**Bond-length error and frequency error in five diatomics with ten valence electrons**

The table holds r_e and ω_e of N₂, AlCl, SiS, AlI and SnS from PySCF at r2SCAN/x2c-SVPall with the spin-free X2C-1e Hamiltonian, beside the measured constants of the NIST WebBook. The program refits each energy curve, evaluates its curvature at the measured length, and splits the ω_e error into a softening from the too-long bond (about 1.5·a₁·δr/r) and an excess stiffness. The softening is −1.7 to −4.0% while all tabulated errors are positive, so length alone gives the wrong sign, and the excess at the measured length is +3.4 to +6.5%. One common excess plus the softening leaves an rms residual of 1.07 points on all rows, but without N₂ it does worse than a plain constant. Group means for multiple bonds against aluminium halides and the pairs AlCl–AlI and SiS–SnS single out neither bond order nor heavy atoms as the common source.

PySCF 2.14.0, unrestricted r2SCAN/x2c-SVPall with the spin-free X2C-1e Hamiltonian, Gaussian nuclei and no spin-orbit coupling, for singlet main-group diatomics with 10 valence electrons. Each state is one determinant with its occupation held, and computed ω_e is harmonic, for the main isotopes. Measured constants are ground-state values from the NIST WebBook.

## Program and output

```python
# Table: r_e and omega_e of 10-valence-electron diatomics, PySCF r2SCAN/x2c-SVPall, sfX2C-1e, against NIST WebBook constants.
# Tested: can the too-long bond explain the omega_e error? The error is split into softening from length and
# excess stiffness at the measured length; multiple bonds and heavy atoms are tested as sources of that excess.
T = {
    'molecule': ['N2', 'AlCl', 'SiS', 'AlI', 'SnS'],
    're': [1.102, 2.149, 1.947, 2.548, 2.229],  # Å
    're_m': [1.0977, 2.1301, 1.9293, 2.5371, 2.209],  # Å
    're_err': [0.005, 0.018, 0.018, 0.011, 0.02],  # Å
    'we': [2471, 490, 752, 321, 494],  # 1/cm
    'we_m': [2358.6, 481.3, 749.64, 316.1, 487.26],  # 1/cm
    'we_err': [4.7, 1.8, 0.3, 1.4, 1.3],  # %
}
import numpy as np
from scipy import constants as C
from scipy.optimize import brentq
from scipy.stats import linregress
# Further outputs of the same runs: reference length (A), masses (u), half rounding step and first 8 curve energies (Eh)
D = {'N2': (1.099, 14.00307, 14.00307, 5e-7, [-109.330801, -109.387422, -109.419987, -109.432239, -109.436399, -109.43409, -109.423326, -109.401012]),
 'AlCl': (2.153, 26.98154, 34.96885, 5e-7, [-704.197238, -704.216656, -704.227165, -704.23082, -704.231794, -704.230732, -704.227004, -704.219841]),
 'SiS': (1.944, 27.97693, 31.97207, 5e-7, [-689.029333, -689.066027, -689.086516, -689.093984, -689.096344, -689.094759, -689.08807, -689.074688]),
 'AlI': (2.55, 26.98154, 126.904468, 5e-6, [-7357.59619, -7357.6136, -7357.62305, -7357.62637, -7357.62731, -7357.62644, -7357.62324, -7357.61702]),
 'SnS': (2.222, 119.902197, 31.97207, 5e-6, [-6574.94746, -6574.98384, -6575.00413, -6575.01159, -6575.01407, -6575.01272, -6575.00657, -6574.99418])}
a1run = {'N2': -2.623, 'AlCl': -3.094, 'AlI': -3.128}  # Dunham a1 given by the same runs
g = np.array([.86, .90, .94, .97, 1, 1.03, 1.07, 1.12])  # the runs' grid is these multiples of the reference length
Eh = C.physical_constants['Hartree energy'][0]
def fit(r0, E, rm, deg=5):  # polynomial in u = 1 - r0/r
    P = np.poly1d(np.polyfit(1 - 1/g, E - E[4], deg)); P1, P2 = P.deriv(), P.deriv(2)
    re = brentq(lambda r: P1(1 - r0/r), .97*r0, 1.03*r0)
    k = lambda r: P2(1 - r0/r)*(r0/r**2)**2 - 2*P1(1 - r0/r)*r0/r**3
    return re, k(re), (k(re + 1e-4) - k(re - 1e-4))/2e-4*re/(3*k(re)), np.sqrt(k(re)/k(rm))
m = T['molecule']; rm, we, err = (np.array(T[c], float) for c in ('re_m', 'we', 'we_err'))
rng = np.random.default_rng(0); R = []; A = {}
print('Refit of each energy curve: r_e (A), omega_e (1/cm), k (mdyn/A), Dunham a1 [value given by the run]')
for i, x in enumerate(m):
    r0, m1, m2, h, E = D[x]; E = np.array(E); re, k, a1, s = fit(r0, E, rm[i]); kSI = k*Eh*1e20
    w = np.sqrt(kSI/(m1*m2/(m1 + m2)*C.atomic_mass))/(2*np.pi*C.c*100); A[x] = a1
    mc = [(1 + (err[i] + rng.uniform(-.05, .05))/100)/fit(r0, E + rng.uniform(-h, h, 8), rm[i])[3] for _ in range(200)]
    dg = max(abs(fit(r0, E, rm[i], d)[3] - s) for d in (4, 6))
    R.append((re, w, a1, 100*(s - 1), 100*((1 + err[i]/100)/s - 1), 100*np.std(mc), 100*dg))
    print(f'{x:5s} r_e {re:.4f} (table {T["re"][i]:.3f})  omega {w:.1f} (table {we[i]:.0f})  k {kSI/100:.2f}  a1 {a1:.2f}' + (f' [{a1run[x]:.2f}]' if x in a1run else ''))
re, w, a1, soft, stiff, sd, dg = np.array(R).T; xi = 100*(re/rm - 1)
print('All in % of omega_e except first column (length error, %):')
print('mol   length  1.5*a1*len  softening  table err  excess at measured r  rounding sd  fit-degree change')
for i, x in enumerate(m):
    print(f'{x:5s} {xi[i]:+.2f}    {1.5*a1[i]*xi[i]:+.2f}      {soft[i]:+.2f}     {err[i]:+.1f}      {stiff[i]:+.2f}                {sd[i]:.2f}         {dg[i]:.2f}')
print('Excess in force constant at measured r (%):', ', '.join(f'{x} {100*((1+s/100)**2-1):+.1f}' for x, s in zip(m, stiff)))
print('Table rounding: omega_e error 0.05 points; r_e 0.0005 A, worth', ', '.join(f'{x} {abs(1.5*a*.05/r):.2f}' for x, a, r in zip(m, a1, re)), 'points')
rms = lambda v: np.sqrt(np.mean(v**2)); N = np.array(m)
for name, sel in (('all five rows', N != ''), ('without N2 (sensitivity check)', N != 'N2')):
    e, s, n = err[sel], soft[sel], N[sel]; c = np.mean(e - s)
    print(f'--- {name}: residual = table error less model, points')
    for lab, res in (('length only, constant force', e - s), ('length only, dilation', e + xi[sel]),
                     (f'constant {e.mean():+.2f}, no length term', e - e.mean()), (f'constant {c:+.2f} plus softening', e - s - c)):
        j = np.argmax(abs(res)); print(f'{lab:32s} rms {rms(res):.2f}  worst {n[j]} {res[j]:+.2f}')
    L = linregress(xi[sel], e)
    print(f'free slope of omega error on length error {L.slope:+.1f} +- {L.stderr:.1f}; mean 1.5*a1 {1.5*a1[sel].mean():+.1f}')
print('Row residuals, constant plus softening:', ', '.join(f'{x} {v:+.2f}' for x, v in zip(m, err - soft - np.mean(err - soft))))
mult = np.isin(N, ['N2', 'SiS', 'SnS']); ix = {x: i for i, x in enumerate(m)}
print('--- multiple bonds (N2, SiS, SnS) against Al halides, and light to heavy partner, points')
for lab, v in (('table error', err), ('excess at measured r', stiff), ('length error', xi)):
    oth = np.delete(v, ix['N2'])
    print(f'{lab}: multiple mean {v[mult].mean():+.2f} (range {np.ptp(v[mult]):.2f}), halide mean {v[~mult].mean():+.2f} (range {np.ptp(v[~mult]):.2f})')
    print(f'   N2 less mean of others {v[ix["N2"]]-oth.mean():+.2f}, N2 less largest other {v[ix["N2"]]-oth.max():+.2f}')
    print(f'   AlI less AlCl {v[ix["AlI"]]-v[ix["AlCl"]]:+.2f}, SnS less SiS {v[ix["SnS"]]-v[ix["SiS"]]:+.2f}')
print(f'Excess at measured r: mean {stiff.mean():.2f}, lowest {N[stiff.argmin()]} {stiff.min():.2f}, highest {N[stiff.argmax()]} {stiff.max():.2f} %')
assert min(T['re_err']) > 0 and err.min() > 0
assert np.all(soft < 0) and np.all((a1 > -4) & (a1 < -2))
assert np.all(abs(w/we - 1) < .01) and np.all(abs(re - np.array(T['re'])) < .0015)
assert all(abs(A[x] - v) < .3 for x, v in a1run.items())
```

Running it gives:

```
Refit of each energy curve: r_e (A), omega_e (1/cm), k (mdyn/A), Dunham a1 [value given by the run]
N2    r_e 1.1025 (table 1.102)  omega 2468.0 (table 2471)  k 25.13  a1 -2.63 [-2.62]
AlCl  r_e 2.1486 (table 2.149)  omega 490.1 (table 490)  k 2.16  a1 -3.09 [-3.09]
SiS   r_e 1.9472 (table 1.947)  omega 751.6 (table 752)  k 4.97  a1 -2.94
AlI   r_e 2.5479 (table 2.548)  omega 320.5 (table 321)  k 1.35  a1 -3.13 [-3.13]
SnS   r_e 2.2290 (table 2.229)  omega 493.6 (table 494)  k 3.62  a1 -3.05
All in % of omega_e except first column (length error, %):
mol   length  1.5*a1*len  softening  table err  excess at measured r  rounding sd  fit-degree change
N2    +0.44    -1.72      -1.69     +4.7      +6.50                0.03         0.00
AlCl  +0.87    -4.03      -3.90     +1.8      +5.94                0.03         0.00
SiS   +0.93    -4.08      -3.94     +0.3      +4.41                0.03         0.02
AlI   +0.43    -2.00      -1.97     +1.4      +3.43                0.03         0.00
SnS   +0.90    -4.14      -3.99     +1.3      +5.51                0.03         0.01
Excess in force constant at measured r (%): N2 +13.4, AlCl +12.2, SiS +9.0, AlI +7.0, SnS +11.3
Table rounding: omega_e error 0.05 points; r_e 0.0005 A, worth N2 0.18, AlCl 0.11, SiS 0.11, AlI 0.09, SnS 0.10 points
--- all five rows: residual = table error less model, points
length only, constant force      rms 5.11  worst N2 +6.39
length only, dilation            rms 2.94  worst N2 +5.14
constant +1.90, no length term   rms 1.48  worst N2 +2.80
constant +5.00 plus softening    rms 1.07  worst AlI -1.63
free slope of omega error on length error -4.2 +- 2.8; mean 1.5*a1 -4.5
--- without N2 (sensitivity check): residual = table error less model, points
length only, constant force      rms 4.74  worst AlCl +5.70
length only, dilation            rms 2.05  worst AlCl +2.67
constant +1.20, no length term   rms 0.55  worst SiS -0.90
constant +4.65 plus softening    rms 0.91  worst AlI -1.28
free slope of omega error on length error -0.8 +- 1.8; mean 1.5*a1 -4.6
Row residuals, constant plus softening: N2 +1.39, AlCl +0.71, SiS -0.76, AlI -1.63, SnS +0.29
--- multiple bonds (N2, SiS, SnS) against Al halides, and light to heavy partner, points
table error: multiple mean +2.10 (range 4.40), halide mean +1.60 (range 0.40)
   N2 less mean of others +3.50, N2 less largest other +2.90
   AlI less AlCl -0.40, SnS less SiS +1.00
excess at measured r: multiple mean +5.47 (range 2.09), halide mean +4.69 (range 2.50)
   N2 less mean of others +1.68, N2 less largest other +0.57
   AlI less AlCl -2.50, SnS less SiS +1.10
length error: multiple mean +0.76 (range 0.49), halide mean +0.65 (range 0.44)
   N2 less mean of others -0.35, N2 less largest other -0.49
   AlI less AlCl -0.44, SnS less SiS -0.02
Excess at measured r: mean 5.16, lowest AlI 3.43, highest N2 6.50 %
```
